# Parabolic shape of a miscibility gap and the root-three rule

## Statement

Let $G(x,T)$ be the molar Gibbs energy of one homogeneous binary phase A–B at fixed pressure, with $x$ the mole fraction of B. Subscripts denote partial derivatives. Let $(x_c,T_c)$ be a consolute point, put $u=x-x_c$ and $\tau=T-T_c$, and name the derivatives at that point

$$A=G_{xxT},\quad B=G_{xxxT},\quad C=G_{xxTT},\quad D=G_{xxxxT},\quad g_n=\partial^nG/\partial x^n,\quad a=|A| .$$

**Premises.**

- P1. $G$ is analytic in $(x,T)$ near $(x_c,T_c)$, with $0<x_c<1$.
- P2. Equilibrium is the minimum of the total Gibbs energy among mixtures of this phase with itself. Interfacial and elastic energies are neglected and other phases are excluded. For a metastable gap this means that crystallisation is suppressed.
- P3. The point is an ordinary one: $G_{xx}=G_{xxx}=0$, $g_4>0$, $A\neq0$.

**Result.** The gap exists on the side $A\tau<0$, that is below $T_c$ for $A>0$ (upper consolute point) and above $T_c$ for $A<0$ (lower consolute point). Write the two branches of either curve as $x_\pm=x_c+d\pm h$, with half-width $h$ and midpoint shift $d$. For the binodal (b) and the spinodal (s),

$$h_b^2=\frac{6a|\tau|}{g_4}\,[1+O(\tau)],\qquad h_s^2=\frac{2a|\tau|}{g_4}\,[1+O(\tau)],\tag{1}$$

$$d_b=\Big(-\frac{B}{g_4}+\frac{3Ag_5}{5g_4^2}\Big)\tau+O(\tau^2),\qquad d_s=\Big(-\frac{B}{g_4}+\frac{Ag_5}{3g_4^2}\Big)\tau+O(\tau^2),\tag{2}$$

$$\frac{h_b}{h_s}=\sqrt3\,\Big[1+A\tau\Big(\frac{g_6}{15g_4^2}-\frac{16g_5^2}{225g_4^3}\Big)+O(\tau^2)\Big].\tag{3}$$

Since $d\sim\tau$ and $h\sim|\tau|^{1/2}$, both curves are parabolas at leading order: $(x-x_c)^2=6a|\tau|/g_4$ on the binodal and $2a|\tau|/g_4$ on the spinodal. The widths tend to the ratio $\sqrt3=1.732$, and the metastable margins between the curves fill the fraction $1-1/\sqrt3$, or 42 %, of the gap. The relative correction is $O(|\tau|^{1/2})$ for the distance of a single branch from $x_c$ and $O(\tau)$ for the width. For the regular solution, with $t=1-T/T_c$, the spinodal is $(1-2x)^2=t$ exactly and the binodal is $(1-2x)^2=3t-\tfrac{12}{5}t^2+O(t^3)$.

## Proof

### Step 1. Coexistence as two moment conditions

The chemical potentials of the phase are $\mu_A=G-xG_x$ and $\mu_B=G+(1-x)G_x$. By P2, two compositions $x_-<x_+$ coexist only if both potentials are equal in them. The difference $\mu_B-\mu_A=G_x$ gives equal slopes, $G_x(x_-)=G_x(x_+)=\mu$, and equality of $\mu_A$ then gives $G(x_+)-G(x_-)=\mu\,(x_+-x_-)$. This is the common tangent.

Put $K=G_{xx}$, $\bar x=(x_++x_-)/2=x_c+d$ and $h=(x_+-x_-)/2$. Equality of slopes is $\int_{x_-}^{x_+}K\,dx=0$. Integration by parts gives

$$\int_{x_-}^{x_+}(x-\bar x)K\,dx=h\,[G_x(x_+)+G_x(x_-)]-[G(x_+)-G(x_-)],$$

which for equal slopes is $2h\mu-[G(x_+)-G(x_-)]$ and vanishes exactly when the second condition holds. With $x=\bar x+hs$ and $\langle f\rangle=\tfrac12\int_{-1}^{1}f\,ds$, the binodal is therefore

$$\langle K\rangle=0,\qquad\langle sK\rangle=0.\tag{4}$$

Only $K$ enters. Terms of $G$ linear in $x$, such as the standard Gibbs energies of the components, drop out, so $G$ may be taken as the Gibbs energy of mixing.

The spinodal bounds the region in which the homogeneous phase is unstable to small changes of composition. Splitting one mole at $x$ into halves at $x\pm\epsilon$ changes the Gibbs energy by $\tfrac12K\epsilon^2+O(\epsilon^4)$, so the boundary is $K=0$. With $\bar x$ and $h$ defined from the two roots, $K(\bar x+h)=K(\bar x-h)=0$, which states that the parts of $K$ even and odd in $s$ both vanish at $s=1$.

### Step 2. Expansion about the midpoint

By P1, $K(\bar x+hs,T)=\sum_nK_nh^ns^n/n!$ with $K_n=\partial^nK/\partial x^n$ at $(\bar x,T)$, and the series converges uniformly for small $h$. The averages are $\langle s^{2k}\rangle=1/(2k+1)$ and $\langle s^{2k+1}\rangle=0$. Put $w=h^2$. The first condition (4) keeps the even terms with weights $1/[(2k)!\,(2k+1)]$. The second keeps the odd terms with weights $1/[(2k+1)!\,(2k+3)]$ and is divided by $h/3$:

$$K_0+\tfrac16K_2w+\tfrac1{120}K_4w^2+\dots=0,\qquad K_1+\tfrac1{10}K_3w+\tfrac1{280}K_5w^2+\dots=0 .$$

For the spinodal the even part, and the odd part divided by $h$, give

$$K_0+\tfrac12K_2w+\tfrac1{24}K_4w^2+\dots=0,\qquad K_1+\tfrac16K_3w+\tfrac1{120}K_5w^2+\dots=0 .$$

Both systems have the form

$$\Phi_1=K_0+\alpha K_2w+\gamma K_4w^2+\dots=0,\qquad \Phi_2=K_1+\beta K_3w+\dots=0,\tag{5}$$

with $(\alpha,\beta,\gamma)=(\tfrac16,\tfrac1{10},\tfrac1{120})$ for the binodal and $(\tfrac12,\tfrac16,\tfrac1{24})$ for the spinodal.

A consolute point is where coexisting compositions merge. Letting $w\to0$ in (5) gives $K_0=K_1=0$, the first two conditions of P3. Stability of the single phase at $T_c$ requires $K=\tfrac12g_4u^2+\dots\ge0$, hence $g_4\ge0$. P3 adds only that $g_4$ and $A$ do not vanish.

### Step 3. Existence of analytic branches

$\Phi_1$ and $\Phi_2$ are analytic in $(d,w,\tau)$ and vanish at the origin. There $\partial_d\Phi_1=G_{xxx}=0$, $\partial_w\Phi_1=\alpha g_4$, $\partial_d\Phi_2=g_4$ and $\partial_w\Phi_2=\beta g_5$. The Jacobian determinant with respect to $(d,w)$ is $-\alpha g_4^2\neq0$. By the implicit function theorem there is one solution near the origin, analytic in $\tau$:

$$d=\delta\,\tau+O(\tau^2),\qquad w=w_1\tau\,(1+\lambda\tau)+O(\tau^3).$$

### Step 4. First order in $\tau$

Expanding the coefficients about $(x_c,T_c)$ to the order needed,

$$K_0=A\tau+\tfrac12C\tau^2+Bd\tau+\tfrac12g_4d^2+O(\tau^3),\qquad K_1=g_4d+B\tau+O(\tau^2),$$
$$K_2=g_4+g_5d+D\tau+O(\tau^2),\qquad K_3=g_5+O(\tau),\qquad K_4=g_6+O(\tau).$$

The terms of (5) linear in $\tau$ are $A+\alpha g_4w_1=0$ and $g_4\delta+B+\beta g_5w_1=0$, so

$$w_1=-\frac{A}{\alpha g_4},\qquad\delta=-\frac{B}{g_4}+\rho\,\frac{Ag_5}{g_4^2},\qquad\rho=\frac\beta\alpha .$$

A real half-width needs $w>0$, that is $A\tau<0$, and then $w_1\tau=a|\tau|/(\alpha g_4)$. The values $1/\alpha=6$ and $2$ give (1), and $\rho=\tfrac35$ and $\tfrac13$ give (2).

The factor three is the ratio of the two values of $\alpha$. At leading order $K=-a|\tau|+\tfrac12g_4h^2s^2$. The spinodal makes this vanish at $s^2=1$, the binodal makes it vanish on average, and $\langle s^2\rangle=\tfrac13$. On the binodal itself the curvature is $K=-a|\tau|+3a|\tau|=2a|\tau|>0$.

For $A\tau>0$ there is no gap near $x_c$. There $K$ is strictly convex in $x$, because $g_4>0$, and $K(x_c,T)\simeq A\tau>0$. A zero of $K$ would be double or have a partner and would solve the spinodal system with $w\ge0$, which Step 3 excludes since its unique solution has $w<0$. Hence $K>0$ and $G$ is convex.

### Step 5. The tangent belongs to the convex hull

Conditions (4) are necessary. To see that the two-phase state is the minimum, let $L(x)$ be the tangent line. It matches $G$ in value and slope at both $x_\pm$, so it is the unique cubic Hermite interpolant of $G$ on those nodes, and the remainder formula gives

$$G(x)-L(x)=\tfrac1{24}G_{xxxx}(\xi,T)\,(x-x_-)^2(x-x_+)^2$$

with $\xi$ in the smallest interval containing $x$, $x_-$ and $x_+$. By continuity $G_{xxxx}>0$ near the consolute point, so $G\ge L$ there, with equality only at $x_\pm$. The segment of $L$ between them is an edge of the lower convex hull of $G$ in this neighbourhood.

### Step 6. Second order and the correction to the ratio

The $\tau^2$ terms of $\Phi_1$ are

$$\tfrac12C+B\delta+\tfrac12g_4\delta^2+\alpha w_1(g_5\delta+D)+\alpha g_4w_1\lambda+\gamma g_6w_1^2=0 .$$

Use $\alpha w_1=-A/g_4$. With $\delta=-B/g_4+p$ and $p=\rho Ag_5/g_4^2$, the cross terms cancel in $B\delta+\tfrac12g_4\delta^2=-B^2/2g_4+\tfrac12g_4p^2$, and $-Ag_5\delta/g_4=ABg_5/g_4^2-\rho A^2g_5^2/g_4^3$. Dividing by $A$,

$$\lambda=\lambda_0+A\Big(\kappa\frac{g_6}{g_4^2}-\sigma\frac{g_5^2}{g_4^3}\Big),\qquad\lambda_0=\frac{C}{2A}-\frac{B^2}{2Ag_4}+\frac{Bg_5}{g_4^2}-\frac{D}{g_4},\tag{6}$$

with $\kappa=\gamma/\alpha^2$ and $\sigma=\rho-\rho^2/2$. For the binodal $\kappa=\tfrac3{10}$, $\sigma=\tfrac{21}{50}$, and for the spinodal $\kappa=\tfrac16$, $\sigma=\tfrac5{18}$. The part $\lambda_0$ is common to both curves, so $h_b/h_s=\sqrt3\,[1+\tfrac12(\lambda_b-\lambda_s)\tau+O(\tau^2)]$. The differences $\tfrac3{10}-\tfrac16=\tfrac2{15}$ and $\tfrac{21}{50}-\tfrac5{18}=\tfrac{32}{225}$, halved, give (3). This completes the proof.

## The regular solution

With $y$ the mole fraction of B and $\Omega>0$ constant,

$$\tilde G=\Omega\,y(1-y)+RT\,[y\ln y+(1-y)\ln(1-y)],\qquad\tilde G_{yy}=-2\Omega+\frac{RT}{y(1-y)} .$$

$\tilde G_{yyy}=0$ requires $y_c=\tfrac12$, and $\tilde G_{yy}=0$ then gives $T_c=\Omega/2R$. With $v=y-\tfrac12$,

$$\tilde G_{yy}=-4RT_c+\frac{4RT}{1-4v^2}=4R\tau+4RT\,(4v^2+16v^4+\dots),$$

so $A=4R$, $g_4=32RT_c$, $D=32R$, $g_6=1536RT_c$ and $B=C=g_5=0$. Put $m=2|v|=|1-2y|$ and $\tau=-tT_c$. Equation (1) gives $m_b^2=4\cdot6\cdot4t/32=3t$ and $m_s^2=t$. Equation (6) gives $\lambda_0=-1/T_c$ and $Ag_6/g_4^2=6/T_c$, hence $\lambda_b=\tfrac45/T_c$ and $\lambda_s=0$. Thus $m_b^2=3t(1-\tfrac45t)$ and $m_b/m_s=\sqrt3(1-\tfrac25t)$ to this order.

A direct solution gives the same. The spinodal $\tilde G_{yy}=0$ is $1-m^2=T/T_c$, or $m_s^2=t$ at all temperatures. By the symmetry $y\to1-y$ the common tangent is horizontal, and $\tilde G_y=\Omega(1-2y)+RT\ln[y/(1-y)]=0$. Since $\ln[(1+m)/(1-m)]=2\,\mathrm{artanh}\,m$, this is

$$\mathrm{artanh}\,m_b=\frac{m_b}{1-t}.\tag{7}$$

Dividing by $m_b$, $\tfrac13m_b^2+\tfrac15m_b^4+\dots=t+t^2+\dots$. The trial $m_b^2=3t+kt^2$ requires $k/3+\tfrac95=1$, so $k=-\tfrac{12}5$.

## Change of components

Oxide melts are often modelled with pseudo-components made of several oxide units. Let $y$ be the mole fraction of the pseudo-component that carries one unit of B, let $\tilde G(y)$ be the Gibbs energy per mole of pseudo-components, and let $n(x)=n_0+n_1x$ be the amount of pseudo-components per mole of oxide units. Then $y=x/n$, $G(x)=n\,\tilde G(y)$ and $dy/dx=n_0/n^2$. Differentiation gives $G_x=n_1\tilde G+n_0\tilde G_y/n$, and in the second derivative the two terms in $\tilde G_y$ cancel:

$$G_{xx}=\frac{n_0^2}{n^3}\,\tilde G_{yy}.\tag{8}$$

The prefactor is positive, so spinodals map on spinodals. A line $b_0+b_1y$ maps on $nb_0+b_1x$, again a line, and $n>0$ preserves inequalities, so common tangents map on common tangents. Near the summit both half-widths are multiplied by the same $dx/dy$. The limit $\sqrt3$ is therefore independent of the choice of components, and of the choice between mole and mass fraction, whereas $d$ and the correction in (3) depend on it.

## Range of validity

**Distance from the summit.** The widths (1) need $|\lambda\tau|\ll1$. The branch positions $x_c\pm h$ need $|d|\ll h$, that is $|\delta|\,|\tau|^{1/2}\ll(6a/g_4)^{1/2}$ for the binodal, which is the stricter condition in an asymmetric gap. Far below an upper consolute point the rule fails entirely: in the regular solution $m_b$ and $m_s$ both tend to 1 as $T\to0$.

**Degenerate points.** If $g_4=0$, stability at $T_c$ forces $g_5=0$, and for $g_6>0$ the leading form is $K=A\tau+g_6u^4/24$. Then $\langle s^4\rangle=\tfrac15$ gives $h_b^4=120a|\tau|/g_6$ and $h_s^4=24a|\tau|/g_6$, a quartic dome with ratio $5^{1/4}=1.495$. If $A=0$ with $g_4>0$, then $w_1=0$, $\delta=-B/g_4$, and the $\tau^2$ terms give $w=(B^2/g_4-C)\tau^2/(2\alpha g_4)$. Where this is positive the widths are linear in $|\tau|$ and their ratio is still $\sqrt3$.

**Critical fluctuations.** P1 is a mean-field premise. In a real three-dimensional mixture with short-range forces $G$ is singular at the consolute point, and the binodal width varies as $|t|^{\beta_c}$ with the Ising exponent $\beta_c\approx0.326$ (approximate input). Over a decade in $|t|$ the width then changes by a factor 2.12 instead of 3.16, so the dome is flatter than a parabola joined to it further out. In that regime the spinodal is not a sharp line and the rule has no object. The Ginzburg argument estimates the extent. A cell of volume $V$ holds $V/V_m$ moles, a deviation $\delta x$ costs $\tfrac12(V/V_m)K\,\delta x^2$, and so $\overline{\delta x^2}=k_BTV_m/(KV)$ with $K=2a|\tau|$ on the binodal. Take $V=\ell^3$ with $\ell=\ell_0|t|^{-1/2}$, a length of the order of the mean-field correlation length. The condition $\overline{\delta x^2}\ll h_b^2$ becomes

$$|t|\gg t_G=\Big(\frac{k_BV_m\,g_4}{12\,a^2T_c\,\ell_0^3}\Big)^2 .\tag{9}$$

It is an order-of-magnitude estimate that varies as $\ell_0^{-6}$. The parabola describes the window $t_G\ll|t|\ll1$, if there is one. For an assessed analytic $G$ (regular, subregular, polynomial, associate or quasichemical) equations (1)–(3) hold as a property of the model right up to $T_c$.

**Coherency.** A liquid relaxes shear stress, and P2 holds above the glass transition on times long enough for flow and interdiffusion. In a crystal with a planar composition modulation the layers share one in-plane lattice parameter. The biaxial strain is $\eta(x-x_0)$, with $\eta=d\ln a_L/dx$, $a_L$ the lattice parameter and $x_0$ the mean composition, and the elastic energy per mole is $YV_m\eta^2(x-x_0)^2$, with $Y$ the biaxial modulus. This adds $2\eta^2YV_m$ to $K$ (Cahn's coherency term) and lowers an upper summit by about $2\eta^2YV_m/a$. The rule does not connect the strain-free binodal with the coherent spinodal.

**Components.** The proof is for one composition variable. A section of a multicomponent system qualifies only if the tie-lines lie in it.

## Illustration: the metastable liquid gap of Na$_2$O–SiO$_2$

Silica-rich sodium silicate melts, undercooled below the silica liquidus without crystallising, separate into two liquids. Typically the gap runs from nearly pure silica to about 20 mol% Na$_2$O, with its summit near 8 mol% and about 1110 K (837 °C). A regular solution of Na$_2$O and SiO$_2$ units would put the summit at 50 mol%. The model used here is a regular solution of (SiO$_2$)$_8$ and Na$_2$O·3SiO$_2$ with $T_c=1110$ K, so $\Omega=2RT_c=18.5$ kJ per mole of pseudo-components. The two sizes and $T_c$ were chosen to reproduce the typical summit and span. The numbers below are the model's and test the expansion, not the fit.

Let $x$ be the mole fraction of Na$_2$O among Na$_2$O and SiO$_2$ units and $y$ that of Na$_2$O·3SiO$_2$. One mole of pseudo-components holds $8(1-y)+4y$ moles of oxide, so $x=y/(8-4y)$, $y=8x/(1+4x)$ and $n=(1+4x)/8$. The model covers $0<x<25$ mol%, and $y_c=\tfrac12$ gives $x_c=\tfrac1{12}=8.33$ mol%. With $y(1-y)=8x(1-4x)/(1+4x)^2$, equation (8) gives, per mole of oxide,

$$G_{xx}=\frac{RT}{x(1-16x^2)}-\frac{32RT_c}{(1+4x)^3}.$$

Differentiation at $x=\tfrac1{12}$, $T=T_c$ yields $a=A=13.5R=112.2$ J mol$^{-1}$ K$^{-1}$, $B=-121.5R$, $C=0$, $D=3645R$, $g_4=2187RT_c=2.02\times10^4$ kJ mol$^{-1}$, $g_5=-45g_4$ and $g_6=2592g_4$. Equations (1)–(3) and (6) become

$$h_b^2=\frac t{27}\Big(1-\frac{2t}{15}\Big),\quad h_s^2=\frac t{81}\Big(1+\frac{2t}9\Big),\quad d_b=\frac t9,\quad d_s=\frac t{27},\quad\frac{h_b}{h_s}=\sqrt3\Big(1-\frac{8t}{45}\Big).$$

The full solution of the model follows from $y=(1\pm m)/2$, which gives $x_\pm=(1\pm m)/[4(3\mp m)]$, $h=m/(9-m^2)$ and $d=m^2/[3(9-m^2)]$, with $m_s=\sqrt t$ and $m_b$ from (7). In the tables $h_b^0=\sqrt{t/27}$ and $h_s^0=\sqrt t/9$, compositions are in mol% Na$_2$O, and 1073, 1023 and 973 K are 800, 750 and 700 °C. The second decimal serves the comparison within the model only.

| $T$/K | $t$ | $m_b$ | $x_c\mp h_b^0$ | $x_c+t/9\mp h_b^0$ | binodal, full |
|---|---|---|---|---|---|
| 1073 | 0.0333 | 0.3120 | 4.82, 11.85 | 5.19, 12.22 | 5.19, 12.20 |
| 1023 | 0.0784 | 0.4695 | 2.95, 13.72 | 3.82, 14.59 | 3.82, 14.52 |
| 973 | 0.1234 | 0.5778 | 1.57, 15.09 | 2.94, 16.47 | 2.95, 16.28 |

| $T$/K | spinodal, full | $2h_b^0$ | $2h_b$, full | $2h_s^0$ | $2h_s$, full | ratio, eq. (3) | ratio, full |
|---|---|---|---|---|---|---|---|
| 1073 | 6.42, 10.49 | 7.03 | 7.01 | 4.06 | 4.07 | 1.722 | 1.721 |
| 1023 | 5.49, 11.76 | 10.78 | 10.70 | 6.22 | 6.28 | 1.708 | 1.704 |
| 973 | 4.84, 12.75 | 13.52 | 13.33 | 7.81 | 7.92 | 1.694 | 1.685 |

At 973 K the parabola overstates the model's binodal width by 1.4 %, and the ratio lies 2.7 % below $\sqrt3$. The parabola centred on $x_c$ nevertheless places the silica-rich branch 1.38 mol% too low, nearly half of its value. The linear shift (2) removes almost all of this. In an asymmetric gap the rule should therefore be applied to widths, about the tilted midpoints, and not to distances from $x_c$.

For the fluctuation bound, $g_4/(12a^2T_c)=1/R$ in this model, so (9) reduces to $t_G=[V_m/(N_A\ell_0^3)]^2$. With $V_m\approx27$ cm$^3$ mol$^{-1}$ (approximate input), $V_m/N_A=0.0448$ nm$^3$. Illustrative lengths $\ell_0=1.0$ and $0.5$ nm give $t_G=0.0020$ and $0.13$. In the first case all rows lie outside the fluctuation regime. In the second none does, and the real dome would be broader near its top than the model's.

A semiconductor alloy shows the symmetric case and the weight of coherency. Treat GaAs$_{1-y}$Sb$_y$ as a regular solution on the group V sublattice, with $T_c\approx1020$ K (747 °C) chosen at the typical value for the strain-free gap, so $\Omega=17.0$ kJ mol$^{-1}$. At 973 K, $t=0.0461$. The parabola $m_b^2=3t$ gives a binodal at $y=0.314$ and $0.686$, equation (7) gives $0.318$ and $0.682$, the spinodal is at $0.393$ and $0.607$, and the model's ratio of widths is 1.70. With the approximate inputs $\eta\approx0.075$, $Y\approx110$ GPa and $V_m\approx30$ cm$^3$ mol$^{-1}$, the coherency term is $2\eta^2YV_m=37$ kJ mol$^{-1}$, larger than $2\Omega=34$ kJ mol$^{-1}$. In the model $G_{yy}+2\eta^2YV_m$ is then positive at every composition and temperature, and there is no coherent spinodal. The computed dome applies to relaxed, incoherent two-phase material and not to a coherent epitaxial layer.